**Question: Why does G0W0 pull some pairs of levels in AlNi so far apart?**

I ran G0W0 on AlNi and listed the highest filled and lowest empty level at three points of the mesh. Every point appears twice. The high empty levels come in near-duplicates, but the filled ones don't agree with each other, and at X (0, 0, -0.5) one of the "first empty" levels lies almost 9 eV below the other. At the other two points, the correction then pushes the filled levels further apart. Is this a band structure with a small gap, a numerical fault, or something physical?

One-shot G0W0 with Yambo 5.3.0 (plasmon-pole model, 41 bands, no Drude term) for AlNi (Pm-3m), starting from collinear-spin PBEsol states from Quantum ESPRESSO. PseudoDojo potentials, 1415 eV wave cutoff, 2×2×2 k mesh, Fermi-Dirac smearing of 0.05 eV. Each column of levels counts from its own highest filled level.

| row | state k a (reciprocal cell vector) | state k b (reciprocal cell vector) | state k c (reciprocal cell vector) | state band | state start level (eV) | state corrected level (eV) | state weight z |
| --- | --- | --- | --- | --- | --- | --- | --- |
| 1 | 0.000 | 0.000 | 0.000 | top filled | -0.855 | -0.965 | 0.699 |
| 2 | 0.000 | 0.000 | 0.000 | first empty | 6.330 | 6.110 | 0.776 |
| 3 | 0.000 | 0.000 | 0.000 | top filled | -0.682 | -0.730 | 0.699 |
| 4 | 0.000 | 0.000 | 0.000 | first empty | 6.337 | 6.117 | 0.772 |
| 5 | 0.000 | 0.000 | -0.500 | top filled | -0.060 | -0.384 | 0.708 |
| 6 | 0.000 | 0.000 | -0.500 | first empty | 9.189 | 9.094 | 0.787 |
| 7 | 0.000 | 0.000 | -0.500 | top filled | -0.592 | -0.628 | 0.700 |
| 8 | 0.000 | 0.000 | -0.500 | first empty | 0.325 | 0.547 | 0.708 |
| 9 | -0.500 | -0.500 | -0.500 | top filled | -0.421 | -0.743 | 0.695 |
| 10 | -0.500 | -0.500 | -0.500 | first empty | 2.781 | 2.609 | 0.792 |
| 11 | -0.500 | -0.500 | -0.500 | top filled | 0.000 | 0.000 | 0.697 |
| 12 | -0.500 | -0.500 | -0.500 | first empty | 2.794 | 2.628 | 0.792 |

**Answer**

The duplicates are the two spin channels of a magnetic solution. Two sizes are worth keeping in mind: the compact, d-like levels differ between the spins by tenths of an eV, the broad empty levels by about a hundredth. G0W0 adds up to about half an eV to the first kind and almost nothing to the second. The magnetism can be traced to one level at X that is filled differently for the two spins. The same level probably explains part of the uneven widening.

**Pair the levels by character, not by label**

Rows 1, 2, 5, 6, 9 and 10 belong to the majority spin, the others to the minority spin. At Γ (0, 0, 0) and at R (-0.5, -0.5, -0.5) both spins have the same number of filled bands, so the labels pair them band by band. At X they don't, because the majority spin has one more filled band there. The partner of row 5, "top filled", is row 8, "first empty", while row 7 is a deeper minority level.

The state weight z supports this pairing: in row 8 it is 0.708, as in row 5, and well below that of every other empty level. This weight tells how much of an added or removed electron still behaves as a single particle. It is near 0.70 for the levels that I call d-like and near 0.78 for the high empty ones. The name d-like rests on this grouping and on the known bands of the alloy, in which nickel d states lie just below and around the Fermi level.

**Where the moment comes from**

The mesh has eight points: one Γ, one R, three equivalent X and three equivalent M. Suppose that every level is either full or empty, except the minority level of row 8. The solid is neutral, so the three copies of that level must share a whole number of electrons, $n$. Their three majority partners are full, and the moment per cell, in Bohr magnetons, is

$$m=\frac{3-n}{8}.$$

Neutrality narrows the choice further. With 21 electrons per cell, the eight points hold 168, an even number. The levels that are filled alike for both spins hold an even number too, so the three majority partners and the $n$ electrons must also add up to an even number. This leaves $n=3$, for which the moment vanishes, and $n=1$, for which it is $2/8=0.25$. The run gives 0.249. So close a fit supports the count, also for the points M, whose levels the table does not list. The output gives the moments for 0 and 2 electrons only for comparison.

Row 8 is therefore about one third filled, in spite of its label. For Fermi-Dirac filling with a width of 0.05 eV, one third means that the level lies $0.05\ln 2\approx0.03$ eV above the Fermi level. The 0.325 eV between rows 11 and 8 is thus no band gap, and neither is the corrected 0.547 eV. The system is a metal, with its Fermi level just below row 8.

**Why the calculation becomes magnetic at all**

Take away the moment in thought. The three X points then offer six places, three for each spin, to four electrons, so each place is two thirds full and the Fermi level is tied to this one level. Three eighths of the mesh now respond together to any small difference between the spins. Their density of states for one spin is

$$N=\frac{3}{8}\cdot\frac{(2/3)(1/3)}{0.05\ \text{eV}}\approx1.7\ \text{per eV}.$$

A small spin splitting creates a moment $N$ times as large, and the moment in turn creates a splitting. The run itself shows the strength of this feedback: 0.385 eV at X for a moment of 0.249, or about 1.5 eV per Bohr magneton. The product of the two numbers is about 2.6. Above 1 the splitting feeds itself, which is the Stoner criterion for magnetism.

Ordered AlNi is known to be nonmagnetic. The likely culprit is the mesh, which gathers into a single energy what is really a band spread over many energies. A denser mesh, started with and without a moment, would test this. Until then, the moment should not be used as a property of the alloy.

**Why G0W0 widens the pairs unequally**

If G0W0 merely rescaled the splittings of PBEsol, all pairs would grow by the same factor. Instead the splitting grows by a factor of 2.4 at X, 1.8 at R and 1.4 at Γ. The correction must therefore depend on the level itself, for instance on where it sits relative to the electrons that make the moment.

Exchange provides such a dependence. An electron is lowered in energy by exchange with filled states of its own spin, and with no others. If both spins were filled alike, exchange would be the same for both and the pairs would coincide. Here the filling differs only at the X points, by two thirds of an electron each, so only these points can drive the spins apart.

How strongly they do so depends on the momentum that separates the two states, because the Coulomb interaction is strongest at small momentum transfer. A level at X meets the uneven filling at its own point, where the transfer is zero. Levels at R and Γ meet it only across a finite distance in the Brillouin zone. The pair at X should therefore open most, as it does, by 0.546 eV.

Without screening, the zero-transfer term alone would be a few eV. Screening by the other electrons cuts it down, and the splitting that PBEsol had already put in is subtracted. The run does not print these parts separately, so this account is expected rather than shown. Only a total can be worked back, which also includes what the other two X points contribute: the widening at X, divided by the weight of about 0.7, gives about 0.77 eV. The weight reduces the shift because the self-energy changes as the level moves, so that a shift evaluated at the starting energy overshoots.

The zero-transfer term is probably still too large. The run lacks the Drude part of the screening, which comes from electrons moving within a partly filled band. That part matters most at small momentum transfer, exactly where the pair at X should get its extra push. The run also describes the screening by a single plasmon pole, which is a rough model for a metal, and bands, cutoffs and mesh are not converged. The sizes of the widenings are therefore uncertain, and even their order should be checked on a denser mesh.

**Where the simple picture fails**

Momentum transfer alone puts R and Γ in the wrong order. Γ is closer to X than R is, so its pair should open more, yet it opens by only 0.06 eV against 0.32 eV at R. The shape of the orbitals must matter as well, since exchange needs two states that overlap in space. PBEsol hints at the same thing: its exchange depends on the density and its gradient at each point, not on momentum transfer, and it already splits the pair at Γ less than half as much as the pair at R. My guess is that the level at Γ has a d orbital that overlaps poorly with those carrying the moment. The run prints no orbital characters, so this stays open.

The high empty levels look like the limiting case of poor overlap. They are probably spread over the whole cell, whereas the moment should sit mainly in compact d orbitals. At Γ and R their splittings stay between 0.007 and 0.019 eV before and after the correction; row 6 at X has no partner in the table. This suggests that G0W0 separates the spins mainly where a level shares space with the unevenly filled one.

**What to take from this run**

One-shot G0W0 starts from the fillings that it is handed. If the starting calculation is magnetic for a poor reason, the correction does not repair it; here it makes the d-like splittings larger. So look first for a level that is partly filled at only a few mesh points. In this run the spin splitting of that level grows most, that of the other d-like pairs less, and that of the high empty pairs hardly at all.

Compare spin partners rather than single shifts, too. Each column of levels counts from row 11, so that row shows no shift by construction, and every other shift contains whatever row 11 did. The difference between two partners is free of this choice. The output below gives the splittings, the count of electrons at X and the Stoner estimate.

The analysis program printed:

```
Shift by G0W0 relative to row 11:
  row  shift in eV
    1        -0.11
    2        -0.22
    3       -0.048
    4        -0.22
    5       -0.324
    6       -0.095
    7       -0.036
    8        0.222
    9       -0.322
   10       -0.172
   11            0
   12       -0.166
Empty twins at X if paired by label, distance in eV: 8.864
Splitting at X (rows 5 and 8), PBEsol then G0W0, eV: 0.385, 0.931
Splitting at R (rows 9 and 11), PBEsol then G0W0, eV: 0.421, 0.743
Splitting at Gamma (rows 1 and 3), PBEsol then G0W0, eV: 0.173, 0.235
Splitting of high empty level at Gamma, PBEsol then G0W0, eV: 0.007, 0.007
Splitting of high empty level at R, PBEsol then G0W0, eV: 0.013, 0.019
Widening by G0W0 at X then R then Gamma, eV: 0.546, 0.322, 0.062
Ratio G0W0 to PBEsol splitting at X then R then Gamma: 2.418, 1.765, 1.358
Widening at X before the factor Z, eV: 0.7712
Mean Z of d-like levels then of high empty levels: 0.7009, 0.7838
Moment for 0 then 1 then 2 electrons left for row 8, no tails, muB: 0.375, 0.25, 0.125
Moment for 1 electron left, with thermal tails, muB: 0.2493
Moment printed by the run, muB: 0.2493
Filling of row 8 that the printed moment implies: 0.3351
Fermi level above row 11, eV: 0.2903
Stoner product of the unpolarised mesh (above 1 is unstable): 2.574
Rough unscreened exchange of an X level with itself, eV: 4.134
```
